**Frontier levels and dipoles of six small C, F, H, N molecules**

The table holds HOMO, LUMO and gap at wB97M-V/def2-TZVPP and dipoles at PBE-D4/def2-TZVPP, on PBE0-D4/def2-TZVP geometries from Ansatz 0.2.0. The program fits straight lines in Hückel π levels and in the heavy-atom count to all six rows, lists the level-by-level shifts from PBE to wB97M-V, and fits five bond moments to the dipole vectors. Hückel levels describe HOMO and LUMO better than size (rms 0.38 and 0.23 eV against 0.68 and 0.61 eV), but size describes the gap better (0.39 against 0.52 eV). A level taken to be the imine lone pair stays within 0.40 eV over four molecules; the n and π labels are assumed. The bond-moment sum reproduces dipole sizes to 0.33 D rms, with vector errors up to 0.81 D.

Gas-phase molecules of C, F, H and N in order of size, computed with Ansatz 0.2.0 at PBE0-D4/def2-TZVP geometries. Orbital energies and gaps are from wB97M-V/def2-TZVPP, dipole moments from PBE-D4/def2-TZVPP. Bonds are counted by kind (- single, = double).

## Script

```python
# Table: HOMO, LUMO, gap (wB97M-V/def2-TZVPP) and dipole (PBE-D4/def2-TZVPP) of six C,F,H,N molecules, Ansatz 0.2.0, PBE0-D4 geometries.
# Tested: Hueckel pi levels against molecular size; PBE-to-wB97M-V level shifts; vector sum of bond moments.
T = {
    'member': ['N=CF', 'N=C(N)F', 'N=CC(F)F', 'C=CC(=N)F', 'FC1=CCN1', 'NC1(F)C=C1'],
    'formula': ['CH2FN', 'CH3FN2', 'C2H3F2N', 'C3H4FN', 'C3H4FN', 'C3H4FN'],
    'heavy': [3, 4, 5, 5, 5, 5],
    'n_C_F': [1, 1, 2, 1, 1, 1],
    'n_H_N': [1, 3, 1, 1, 1, 2],
    'n_H_C': [1, 0, 2, 3, 3, 2],
    'n_C_dbl_N': [1, 1, 1, 1, 0, 0],
    'pg': ['Cs', 'C1', 'Cs', 'Cs', 'C1', 'Cs'],
    'homo': [-11.25, -9.84, -10.86, -10.27, -8.76, -9.97],  # eV
    'lumo': [2.17, 2.31, 1.22, 0.69, 2.61, 1.98],  # eV
    'gap': [13.42, 12.15, 12.08, 10.96, 11.37, 11.95],  # eV
    'dipole': [2.62, 2.11, 1.72, 1.28, 1.72, 0.97],  # D
}
import numpy as np
from scipy.constants import e, c
m = T['member']; ho, lu, gp, dp, nh = (np.array(T[k], float) for k in ('homo', 'lumo', 'gap', 'dipole', 'heavy'))
f = lambda v: ' '.join('%+.2f' % t for t in v)
# Hueckel h, k: rough recalled values (imine N 0.5/1.0, amine N 1.5/0.8, F 3.0/0.7); last entry = pi electrons
HK = [([.5,0,3],[(0,1,1),(1,2,.7)],4), ([.5,0,3,1.5],[(0,1,1),(1,2,.7),(1,3,.8)],6), ([.5,0],[(0,1,1)],2),
      ([.5,0,3,0,0],[(0,1,1),(1,2,.7),(1,3,1),(3,4,1)],6), ([0,0,3,1.5],[(0,1,1),(1,2,.7),(1,3,.8)],6), ([0,0],[(0,1,1)],2)]
xo, xv = np.zeros(6), np.zeros(6)
for r, (h, b, n) in enumerate(HK):
    M = np.diag(np.array(h, float))
    for i, j, k in b: M[i, j] = M[j, i] = k
    w = np.linalg.eigvalsh(M)[::-1]; xo[r], xv[r] = w[n//2-1], w[n//2]
# further outputs of the same runs (eV): wB97M-V HOMO-1, LUMO+1, F 1s; PBE HOMO-1, HOMO, LUMO, LUMO+1; PBE dipole (e A); geometry (A)
h1 = np.array([-11.792,-10.850,-12.518,-11.165,-10.932,-10.573]); l1 = np.array([2.737,3.543,2.546,3.248,3.202,2.732])
f1s = [-678.31,-678.26,-678.14,-678.25,-678.43,-676.59]
P = np.array([[-7.999,-7.180,-1.318,0.490],[-6.722,-6.173,-0.019,0.294],[-8.469,-6.837,-2.268,0.264],[-7.053,-6.985,-2.449,0.692],[-7.082,-5.287,0.004,0.358],[-6.773,-5.997,-1.291,0.551]])
mu = np.array([[-.0516,.5411,.0403],[.3808,-.2131,.0561],[-.0809,.3241,-.1270],[-.0242,.0937,-.2494],[-.1745,-.3067,-.0600],[-.0949,.1219,.1309]])*e*1e-10*c/1e-21
G = ['N -.72 -.45 -.44,C .30 -.04 .14,F 1.24 -.89 .52,H -1.34 .31 -.67,H .57 .99 .41',
 'N -.84 1.05 -.31,C -.25 -.04 -.17,N .78 -.30 .68,F -.59 -1.18 -.83,H -1.62 .98 -.95,H 1.22 .51 1.07,H 1.36 -1.09 .47',
 'N -1.23 .90 .25,C -.12 .52 -.21,C .42 -.82 .18,F .61 -1.57 -.93,F 1.63 -.66 .77,H -1.49 1.82 -.09,H .51 1.09 -.90,H -.24 -1.35 .87',
 'C -.03 .15 -1.57,C .15 -.51 -.43,C -.02 .09 .89,N .14 -.53 1.97,F -.38 1.39 .85,H .12 -.34 -2.52,H -.31 1.20 -1.57,H .43 -1.55 -.41,H -.03 .06 2.77',
 'F 1.07 1.34 1.58,C .54 .59 .65,C .97 -.22 -.31,C -.48 -.46 -.66,N -.84 .55 .40,H 1.92 -.47 -.76,H -.87 -1.45 -.43,H -.81 -.14 -1.65,H -1.43 .21 1.15',
 'N -.38 .88 -1.01,C .14 -.16 -.21,F .84 -1.11 -.99,C -.50 -.67 .99,C .60 0 1.16,H -1.01 .51 -1.71,H .37 1.35 -1.50,H -1.31 -1.24 1.42,H 1.35 .40 1.83']
def fit(name, x, y):
    p = np.polyfit(x, y, 1); r = y-np.polyval(p, x); s = np.sqrt(np.mean(r**2))
    print('%-20s slope %+.2f const %+.2f rms %.2f | %s | worst %s' % (name, *p, s, f(r), m[np.argmax(abs(r))])); return p[0], s
print('Hueckel x in E = alpha + x beta, table order: top filled pi', f(xo)); print('lowest empty pi', f(xv))
print('Straight-line fits in eV; residuals data minus fit, table order; table rounding 0.005 eV')
S = {}
for q, y, x in (('HOMO', ho, xo), ('LUMO', lu, xv), ('gap', gp, xo-xv)):
    S[q] = fit(q+' vs heavy atoms', nh, y), fit(q+' vs Hueckel x', x, y)
    print('   %s range %.2f, standard deviation %.2f eV' % (q, np.ptp(y), y.std()))
pih = np.array([0,1,0,1,1,0]) == 1  # assumed: HOMO is the top pi level (1), or HOMO-1 is (0)
fit('assumed pi level vs x', xo, np.where(pih, ho, h1))
im = np.array(T['n_C_dbl_N']) == 1; nl = np.where(pih, h1, ho)[im]
print('assumed imine lone-pair level (eV):', f(nl), 'spread %.2f; imine HOMO spread %.2f' % (np.ptp(nl), np.ptp(ho[im])))
iso = np.array(T['formula']) == 'C3H4FN'
print('C3H4FN spans: HOMO %.2f LUMO %.2f gap %.2f eV, dipole %.2f D' % tuple(np.ptp(y[iso]) for y in (ho, lu, gp, dp)))
print('steps from N=CF, HOMO:', f(ho-ho[0]), 'eV'); print('steps from N=CF, LUMO:', f(lu-lu[0]), 'eV')
print('wB97M-V minus PBE (eV): H-1, HOMO, LUMO, L+1 | PBE gap, gap opening | wB97M-V spacings HOMO-(H-1), (L+1)-LUMO')
for r in range(6):
    g = P[r,2]-P[r,1]
    print('%-11s %s | %.2f %.2f | %.2f %.2f' % (m[r], f(np.array([h1[r],ho[r],lu[r],l1[r]])-P[r]), g, gp[r]-g, ho[r]-h1[r], l1[r]-lu[r]))
ty = ['CF','HN','CH','C=N','CN']; A = np.zeros((6,3,5)); txt = []
for r, g in enumerate(G):
    el = [a.split()[0] for a in g.split(',')]; X = np.array([a.split()[1:] for a in g.split(',')], float); cf = []; nb = {}
    for i in range(len(el)):
        for j in range(len(el)):
            d = np.linalg.norm(X[i]-X[j]); t = el[i]+el[j]
            if t in ty and d < (1.2 if 'H' in t else 1.6):
                u = (X[i]-X[j])/d; A[r,:,ty.index('C=N' if t == 'CN' and d < 1.31 else t)] += u
                if t == 'CF': cf.append(d)
                if el[j] == 'N': nb.setdefault(j, []).append(u)
    s = ['%.0f' % sum(np.degrees(np.arccos(v[a]@v[a-1])) for a in range(3)) for v in nb.values() if len(v) == 3]
    a, b = A[r,:,0], A[r,:,1]
    txt.append('%.2f %.2f %s %+.2f' % (np.mean(cf), f1s[r], s[0] if s else 'none', a@b/np.linalg.norm(a)/np.linalg.norm(b)))
q = np.linalg.lstsq(A.reshape(18,5), mu.ravel(), rcond=None)[0]; mod = A@q; mm = np.linalg.norm(mod, axis=1)
print('fitted bond moments (D, positive end first):', ', '.join('%s %+.2f' % z for z in zip(ty, q)))
print('C-F (A, about 0.01), F 1s (eV), angle sum at amine N (deg), cos(summed N>H, summed F>C) | dipole table, model, vector error (D)')
for r in range(6): print('%-11s %s | %.2f %.2f %.2f' % (m[r], txt[r], dp[r], mm[r], np.linalg.norm(mod[r]-mu[r])))
print('dipole size: rms misfit %.2f D, standard deviation of table %.2f D, worst %s' % (np.sqrt(np.mean((mm-dp)**2)), dp.std(), m[np.argmax(abs(mm-dp))]))
assert (lu > 0).all() and np.allclose(np.linalg.norm(mu, axis=1), dp, atol=0.01)
assert S['HOMO'][1][0] < 0 and S['LUMO'][1][0] < 0
assert np.argmin(lu) == np.argmax(xv) and np.argmax(ho) == np.argmin(xo)
assert S['LUMO'][1][1] < S['LUMO'][0][1]
```

Output:

```
Hueckel x in E = alpha + x beta, table order: top filled pi +1.19 +0.93 +1.28 +0.80 +0.63 +1.00
lowest empty pi -0.86 -1.03 -0.78 -0.49 -1.19 -1.00
Straight-line fits in eV; residuals data minus fit, table order; table rounding 0.005 eV
HOMO vs heavy atoms  slope +0.53 const -12.56 rms 0.68 | -0.29 +0.58 -0.97 -0.38 +1.13 -0.08 | worst FC1=CCN1
HOMO vs Hueckel x    slope -3.18 const -7.06 rms 0.38 | -0.41 +0.19 +0.28 -0.65 +0.32 +0.27 | worst C=CC(=N)F
   HOMO range 2.49, standard deviation 0.79 eV
LUMO vs heavy atoms  slope -0.33 const +3.32 rms 0.61 | -0.16 +0.31 -0.44 -0.97 +0.95 +0.32 | worst C=CC(=N)F
LUMO vs Hueckel x    slope -2.83 const -0.69 rms 0.23 | +0.43 +0.10 -0.29 -0.01 -0.07 -0.15 | worst N=CF
   LUMO range 1.92, standard deviation 0.66 eV
gap vs heavy atoms   slope -0.86 const +15.88 rms 0.39 | +0.14 -0.27 +0.52 -0.60 -0.19 +0.39 | worst C=CC(=N)F
gap vs Hueckel x     slope +2.12 const +8.03 rms 0.52 | +1.05 -0.04 -0.32 +0.18 -0.53 -0.32 | worst N=CF
   gap range 2.46, standard deviation 0.77 eV
assumed pi level vs x slope -5.42 const -5.35 rms 0.35 | -0.01 +0.58 -0.22 -0.56 +0.02 +0.20 | worst N=C(N)F
assumed imine lone-pair level (eV): -11.25 -10.85 -10.86 -11.16 spread 0.40; imine HOMO spread 1.41
C3H4FN spans: HOMO 1.51 LUMO 1.92 gap 0.99 eV, dipole 0.75 D
steps from N=CF, HOMO: +0.00 +1.41 +0.39 +0.98 +2.49 +1.28 eV
steps from N=CF, LUMO: +0.00 +0.14 -0.95 -1.48 +0.44 -0.19 eV
wB97M-V minus PBE (eV): H-1, HOMO, LUMO, L+1 | PBE gap, gap opening | wB97M-V spacings HOMO-(H-1), (L+1)-LUMO
N=CF        -3.79 -4.07 +3.49 +2.25 | 5.86 7.56 | 0.54 0.57
N=C(N)F     -4.13 -3.67 +2.33 +3.25 | 6.15 6.00 | 1.01 1.23
N=CC(F)F    -4.05 -4.02 +3.49 +2.28 | 4.57 7.51 | 1.66 1.33
C=CC(=N)F   -4.11 -3.28 +3.14 +2.56 | 4.54 6.42 | 0.89 2.56
FC1=CCN1    -3.85 -3.47 +2.61 +2.84 | 5.29 6.08 | 2.17 0.59
NC1(F)C=C1  -3.80 -3.97 +3.27 +2.18 | 4.71 7.24 | 0.60 0.75
fitted bond moments (D, positive end first): CF +1.49, HN +1.18, CH -0.26, C=N +2.11, CN +0.29
C-F (A, about 0.01), F 1s (eV), angle sum at amine N (deg), cos(summed N>H, summed F>C) | dipole table, model, vector error (D)
N=CF        1.32 -678.31 none +0.99 | 2.62 2.81 0.36
N=C(N)F     1.36 -678.26 350 -0.38 | 2.11 1.58 0.58
N=CC(F)F    1.35 -678.14 none +0.45 | 1.72 1.24 0.61
C=CC(=N)F   1.35 -678.25 none -0.59 | 1.28 1.08 0.32
FC1=CCN1    1.31 -678.43 317 -0.10 | 1.72 1.99 0.40
NC1(F)C=C1  1.41 -676.59 328 -0.54 | 0.97 1.01 0.81
dipole size: rms misfit 0.33 D, standard deviation of table 0.53 D, worst N=C(N)F
```
